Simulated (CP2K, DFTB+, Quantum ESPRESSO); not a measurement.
# Forces and pressure of an (11,0) carbon nanotube bundle: CP2K and tight binding against plane-wave PBE

The same 132 carbon atoms, held at the same positions, are under 13.081 GPa in plane-wave PBE and 19.241 GPa in the mio-1-1 tight-binding model. GFN1-xTB reproduces the PBE forces to about 5 %, yet its pressure is 13 % too low. Good forces therefore do not guarantee a good pressure, which matters when a cheap model is used to relax a cell. We compare single-point forces and pressures from two CP2K levels and three tight-binding models with those of Quantum ESPRESSO. That reference is one program's result at a finite cutoff, so the differences measure agreement with it and not error against experiment.

## How the numbers were made

One cell of 132 atoms: graphene sheet (a = 2.46 Å) rolled into an (11,0) tube of diameter 8.61 Å, 3 periods, hexagonal bundle with 3.3 Å between walls; minimised with a classical potential (cell length along the tube axis free) Then every atom was moved at random, 0.03 Å r.m.s. a Cartesian component. Every run is a single point on the same atoms, without spin polarisation; electronic-structure runs share their k-points (Γ alone) and a smearing of 0.05 eV. Reference: Quantum ESPRESSO 7.5, PBE, SSSP efficiency 1.3.0 pseudopotentials, plane waves to 612 eV; its r.m.s. force component is 2.18 eV/Å. Other programs: CP2K 2026.2 and DFTB+ 25.1. In the run that the rows count from, the cell has a density of 1.71 g/cm³, a pressure of 13.1 GPa and a spacing of 0.79 eV between highest filled and lowest empty level, and its k-points sample 10 Å along the shortest periodic direction.

Notes on method and selection:

- The reference is one program's result at a finite cutoff, not the truth.
- Tight-binding models were fitted mostly to molecules.
- Each program runs at its own cutoffs and thresholds.
- Runs made unsound on purpose, GPAW plane-wave runs under 500 eV and SIESTA runs with D3 or with its warning on the neutral-atom potential of Cu, Fe, Ni or Zn are left out.
- A level that differs from the reference in program or basis and in functional mixes both effects.
- Runs that did not converge, have known faults or may not be shown are not listed, and runs on Ansatz's PAW sets soft_1 and soft_2 are kept to separate tables.

Columns:

- kind: kind of method.
- force share (%): r.m.s. difference of force components from the reference, over the reference's r.m.s. force component.
- force slope: slope of the run's force components against the reference's.
- pressure (GPa): pressure, a third of the trace of the stress, positive under compression, without a kinetic term.

## Data

```
member                                          kind                force share (%)  force slope  pressure (GPa)  remark
DFTB+, DFTB mio-1-1                             tight binding       34.91            1.335        19.241
DFTB+, DFTB 3ob-3-1                             tight binding       23.75            1.228        18.154
DFTB+, GFN1-xTB                                 tight binding       4.99             0.983        11.342
CP2K, PBE+D3(zero damping), DZVP-MOLOPT-SR-GTH  atom-centred basis  2.30             1.017        13.433          grid cutoff 450 Ry
CP2K, PBE, DZVP-MOLOPT-SR-GTH                   atom-centred basis  1.56             1.013        13.605          grid cutoff 450 Ry
QE, PBE, SSSP efficiency (reference)            plane waves         –                –            13.081
```

## What drives the series

The force difference grows from 1.56 % for CP2K PBE, through 2.30 % with D3 and 4.99 % for GFN1-xTB, to 23.75 % for 3ob-3-1 and 34.91 % for mio-1-1. In the last two most of it is a common factor: their forces are too large by 100 × (1.228 − 1) = 22.8 % and 100 × (1.335 − 1) = 33.5 %. For a least-squares slope $s$, the remainder $r$ follows from $\text{share}^2=(s-1)^2+r^2$. For mio-1-1 this gives $\sqrt{34.91^2-33.5^2}=9.8$ %.

A model of springs links slope and pressure.

1. Each C–C bond of length $b$ pushes with $f=k(b_0-b)$, where $k$ is its stiffness and $b_0$ its rest length in the reference. Forces between walls and those from bond angles are neglected; the latter affect the force slope but hardly the pressure, since uniform scaling leaves angles unchanged. The pressure is then $p_\text{ref}=\sum f\,b/(3V)$, summed over the bonds in the cell volume $V$.

2. Another level has stiffness $sk$ and rest length $b_0+\delta$. Its pressure is $p=s\,p_\text{ref}+q$, with $q=sk\delta\sum b/(3V)$.

3. The random displacements make the three bonds of an atom unequal, and the resulting net force scales with $s$. A common $\delta$ adds three nearly equal pushes at about 120°, which almost cancel on the atom but add up in the pressure. Forces thus test stiffness, while pressure also tests rest length.

4. To close the model we take $q=\lambda(s-1)$: a stiffer level also has longer rest lengths. Anharmonicity favours this sign, but the proportionality is a convenience.

The result is

$$p=p_\text{ref}+B(s-1),\qquad B=p_\text{ref}+\lambda .$$

The stress pattern fits this picture. In a rolled sheet under in-plane compression, the stress around the circumference is shared between two transverse directions, while the axial stress is not. The computed normal stress is indeed well above the others along the axis.

## The model against the table

We fix the line on the reference, with $s=1$ and $p_\text{ref}=13.081$ GPa, and on mio-1-1, with $s=1.335$ and $p=19.241$ GPa:

$$B=\frac{19.241-13.081}{1.335-1}=18.39\ \text{GPa}.$$

Of this, 13.08 GPa comes from stiffness alone and $\lambda=18.39-13.08=5.31$ GPa from the assumed change in rest length. The other four members follow from their force slopes.

- **3ob-3-1:** 13.081 + 18.39 × (1.228 − 1) = 17.27 GPa. The table has 18.154 GPa, so the estimate is 0.88 GPa too low.
- **GFN1-xTB:** 13.081 − 18.39 × 0.017 = 12.77 GPa. The table has 11.342 GPa, so the estimate is too high by 12.77 − 11.342 = 1.43 GPa.
- **CP2K PBE:** 13.081 + 18.39 × 0.013 = 13.32 GPa. The table has 13.605 GPa, so the estimate is about 0.3 GPa too low.
- **CP2K PBE+D3:** 13.081 + 18.39 × 0.017 = 13.39 GPa. The table has 13.433 GPa, a difference of 0.04 GPa.

The root-mean-square miss over these four is about 0.85 GPa, against a scatter of 2.5 GPa about their own mean. Pure stiffness scaling, with $\lambda=0$, misses by 1.3 GPa. The gain from the second parameter comes mostly from 3ob-3-1, a close relative of the model used to fix it.

## Where the trend breaks

GFN1-xTB departs most, at about 1.4 GPa below the line. Its stiffness is nearly that of the reference, so within the model the assumption that fails is the tie between stiffness and rest length: its preferred bonds appear to be shorter. The dispersion term built into GFN1-xTB should also lower the pressure through attraction between the walls. That attraction acts mainly across the bundle, however, and the axial stress of GFN1-xTB is low too, so dispersion is unlikely to be the whole cause.

The 3ob-3-1 model lies 0.88 GPa above the line. The same assumption fails with the opposite sign, since this model is less stiff than mio-1-1 but has the larger $q=p-s\,p_\text{ref}$: 18.154 − 1.228 × 13.081 = 2.09 GPa, against 19.241 − 1.335 × 13.081 = 1.78 GPa.

CP2K PBE lies about 0.3 GPa above. Its atom-centred basis and its different pseudopotentials are both possible causes. A further plane-wave run with another program gives a pressure close to the reference's, which makes the reference a less likely source. Adding D3 lowers the CP2K pressure by 13.605 − 13.433 = 0.172 GPa, so the closer agreement of that row is partly a cancellation between dispersion and the offset already present in CP2K PBE.

## Conclusions and limits

On this one compressed and randomly displaced cell, CP2K PBE is closest to the reference in forces and mio-1-1 is farthest. In the spring model, excess stiffness accounts for most of the excess pressure of the two DFTB parameter sets. For slopes within 2 % of one, small shifts in rest length can outweigh the effect of stiffness, and the line should not be used to correct a pressure. Nor do good forces ensure good levels: GFN1-xTB has the smallest spacing between filled and empty levels of all the rows.

All values are for fixed atoms in a fixed cell, so the differences in rest length are inferred from pressures and not seen directly. Relaxing the cell with each level and comparing the bond lengths would test them.

[Logs are printed without paths, hosts, clocks, repeated set-up lines and the standing remarks that a program may print on its own settings, such as how far it seeks lower states.]
